Suppose that the absorption edge of aluminium nitride is to serve as a pressure gauge, or that an AlN window must stay transparent under load. The designer then needs to know how fast the gap opens with pressure, and up to what pressure that figure may be trusted. The calculated gaps below seem to give a simple answer: the gap grows up to 30 GPa and then stops growing. Taken at face value, this answer would mislead the designer.

Wurtzite AlN (space group P6_3mc), relaxed under hydrostatic pressure with its symmetry kept, calculated with Ansatz 0.2.0 (PBE, scalar-relativistic plane-wave PAW, cutoff 420 eV, Γ-centred 12×12×6 k mesh). Changes are relative to the cell relaxed at zero pressure, with a = 3.130 Å and c = 5.018 Å. Band gaps are taken from the states on the k mesh.

```csv
applied pressure (GPa),volume change (%),enthalpy change (eV/atom),a change (%),c change (%),energy change (meV/atom),band gap (eV),gap kind
-3,1.65,-0.201,0.51,0.61,1.7,3.899,direct
3,-1.50,0.198,-0.47,-0.57,1.5,4.159,indirect
8,-3.78,0.521,-1.19,-1.45,9.8,4.355,direct
15,-6.59,0.962,-2.08,-2.57,31.1,4.604,direct
30,-11.58,1.867,-3.66,-4.73,104.6,5.057,direct
60,-19.02,3.551,-5.70,-8.92,322.9,5.032,indirect
```

The band gap in the table is the distance from the highest filled state to the lowest empty state, wherever in the Brillouin zone the two lie. If both lie at the same wave vector, the gap is direct, and light alone can lift an electron across it. If they lie at different wave vectors, a lattice vibration must supply the difference in crystal momentum, and absorption at the edge is weak. One column of gaps can therefore hold two different transitions, and the column for the kind of gap is meant to tell them apart.

That column names two rows as indirect, the ones at 3 and 60 GPa, and only one of these labels is right. At 3 GPa the same calculation places both band edges at the zone centre Γ, and its smallest direct gap equals the tabulated 4.159 eV. The gap is thus direct, at least on the wave vectors that were sampled, and the label is an error whose origin the data don't reveal. The smooth course of the gap through this row had already made a switch to another transition and back unlikely.

At 60 GPa the label is right. The highest filled state is still at Γ, but the lowest empty state has moved to K, a corner of the hexagonal zone. The smallest direct gap is now 5.675 eV, well above the tabulated 5.032 eV. While the tabulated gap slips by 0.025 eV between 30 and 60 GPa, the direct gap grows by about 0.6 eV. The opening of the direct gap has not stopped; another valley of the conduction band has become the lowest.

The bonding offers a reason why the two valleys part company. The top of the valence band in AlN consists mainly of nitrogen 2p states. The lowest empty state at Γ is an antibonding combination of s orbitals on aluminium and nitrogen, repeated with the same phase in every cell. When the atoms are pressed together their orbitals overlap more, and the antibonding state is pushed up relative to the valence band.

At K the phase of the wave turns by a third of a full circle from one cell to the next in the hexagonal plane. The s orbitals of neighbouring cells no longer add up in step, and p orbitals mix in. Such a state is less purely s-antibonding, so compression should raise it less than the state at Γ. Whether it rises or falls relative to the valence band, this argument can't say. The calculation shows a fall: at 30 GPa the state at K must lie at least 5.057 eV above the top of the valence band, since the minimum is still at Γ, and at 60 GPa it lies only 5.032 eV above it. Gallium arsenide turns from direct to indirect under pressure for a similar reason, though there the competing valley lies at X and not at K. The calculation confirms the change of valley, but it gives no orbital composition that would test the explanation. The crystal also changes its shape on the way to 60 GPa, and this may shift the valleys as well.

If overlap sets the gap, the natural variable is the volume and not the pressure. Let $E$ be the direct gap and $V$ the volume of the cell. The simplest assumption is that equal relative changes of volume shift the gap by equal amounts, $dE = D\,dV/V$, with a constant $D$. Integration from the volume $V_1$ at 3 GPa gives

$$E(V) = E(V_1) + D\,\ln\frac{V}{V_1}.$$

The constant follows from the two rows nearest to zero pressure, the slightly stretched crystal at −3 GPa and the slightly compressed one at 3 GPa. Their volumes are 1.0165 and 0.9850 times that of the unloaded cell, and their gaps differ by 0.260 eV, so that $D = 0.260/\ln(0.9850/1.0165) \approx -8.26$ eV. The minus sign means that the gap opens as the volume shrinks.

The row at 60 GPa, which played no part in finding $D$, is the hardest test. Its volume is 0.8098 times that of the unloaded cell, and the estimate becomes

$$E \approx 4.159 - 8.26\,\ln\frac{0.8098}{0.9850} \approx 5.78\ \text{eV}.$$

This is 0.10 eV above the calculated direct gap, but 0.74 eV above the tabulated one. A miss of the second size, after misses below 0.01 eV at 8, 15 and 30 GPa, is the sign that the column has changed its subject. The calculation doesn't name the wave vector of the smallest direct gap at 60 GPa, but its closeness to the estimate suggests that it is still the transition at Γ.

The smaller miss of 0.10 eV has its own lesson. By 60 GPa the ratio of the cell edges $c/a$ has dropped by 3.4 %, three times as much as at 30 GPa. The crystal is being flattened as well as shrunk, and a rule with a single constant for the volume makes no separate allowance for a change of shape. This may explain the miss, but $D$ may also vary with volume, and these rows don't separate the two. The run at 60 GPa converged and raised no warning of its own. The makers of the data do advise caution with cells so far from the equilibrium volume, but that advice comes from their tests on other systems and doesn't show that anything went wrong here. The printed output after this section lists the estimate for every row.

A straight line in pressure fails much earlier and for a plainer reason. Around zero pressure the direct gap opens by 43 meV per GPa, but between 30 and 60 GPa by only 21. Most of this loss is mechanical: a compressed crystal is stiffer, so each further gigapascal removes less volume. Continuing the initial slope from 3 to 60 GPa would give $4.159 + 57 \times 0.0433 \approx 6.63$ eV, almost 1 eV too much even for the direct gap.

Where the valleys cross remains open. At 30 GPa the lowest empty state is still at Γ, and at 60 GPa the state at K lies at least $5.675 - 5.032 = 0.643$ eV below the one at Γ. The crossing falls somewhere between these pressures. To place it more closely one would have to know the energy at K in the 30 GPa row, or to have rows in between.

The level of theory adds a failure that no row reveals by itself. Interpolated to zero pressure, the calculated gap is 4.03 eV, whereas the measured gap is roughly 6.2 eV, a rough recalled value. Atomic vibrations, which the calculation omits, would lower the computed gap and so widen the disagreement. The shortfall belongs to PBE. Semilocal functionals leave out the jump in the exchange-correlation potential that occurs when an electron is added to a crystal whose valence bands are already full, and they place the compact nitrogen 2p states too high.

Shifts of the gap with pressure should suffer less than its absolute value, because much of the error is common to all rows. This is a reasonable expectation, but there is no second level of theory here to test it. The crossing of the valleys is more exposed, since it depends on the difference between two empty states of different character. If PBE errs differently for Γ and K, the pressure of the crossing moves.

The most consequential limit for a real component is the crystal structure. Every relaxation kept the symmetry of wurtzite, a structure in which each atom has four neighbours. Under pressure AlN is known to prefer the rocksalt structure, in which each atom has six neighbours and the packing is denser. The change is seen at very roughly 14 to 20 GPa. The rows at 30 and 60 GPa therefore describe a crystal that is at best metastable, and the change of valley happens inside it. It may not even be metastable, because a relaxation with fixed symmetry can end at a saddle point, where a distortion that breaks the symmetry would lower the enthalpy.

The enthalpy column gives no warning of this. At 60 GPa it reads 3.551 eV per atom, of which 3.228 eV is simply pressure times volume, a term that any solid with a similar volume per atom would show. Stability is decided by the small difference between the enthalpies of two structures at the same pressure, and rocksalt isn't in the table. Freeing the symmetry wouldn't be a safe remedy either, because a relaxation only moves downhill and can stay trapped in wurtzite behind a barrier.

For the pressure gauge, the usable result is the rate at which the direct gap opens in the range where wurtzite is the stable form. It is about 43 meV per GPa around zero pressure and about 39 between 3 and 8 GPa. The shift that follows from it should be added to a gap measured at zero pressure, not to the calculated one. Beyond that range the first question is which crystal is present, and only then which valley is lowest.

The analysis program printed:

```
Direct gap against tabulated gap:
  row  direct gap in eV  direct less tabulated gap in eV  direct-gap slope from the row before in meV/GPa  change of c/a in %
   -3             3.899                                0                                              n/a             0.09949
    3             4.159                                0                                            43.33             -0.1005
    8             4.355                                0                                             39.2             -0.2631
   15             4.604                                0                                            35.57             -0.5004
   30             5.057                                0                                             30.2              -1.111
   60             5.675                            0.643                                             20.6              -3.415
Rows labelled indirect: 2
Rows whose direct gap exceeds the tabulated gap: 1
Change of the tabulated gap from 30 to 60 GPa in eV: -0.025
Change of the direct gap from 30 to 60 GPa in eV: 0.618
Gap change per unit of ln V from the rows at -3 and 3 GPa in eV: -8.259
Estimate from volume alone:
  row  estimated gap in eV  estimate less direct gap in eV  estimate less tabulated gap in eV
   -3                3.899                               0                                  0
    3                4.159                               0                                  0
    8                4.352                       -0.002569                          -0.002569
   15                4.597                       -0.006768                          -0.006768
   30                5.051                        -0.00632                           -0.00632
   60                5.777                          0.1017                             0.7447
Tabulated gap interpolated to zero pressure in eV: 4.029
Rough recalled measured gap less interpolated gap in eV: 2.171
Pressure-volume term at 60 GPa in eV/atom: 3.228
Share of that term in the enthalpy change at 60 GPa in %: 90.91
```
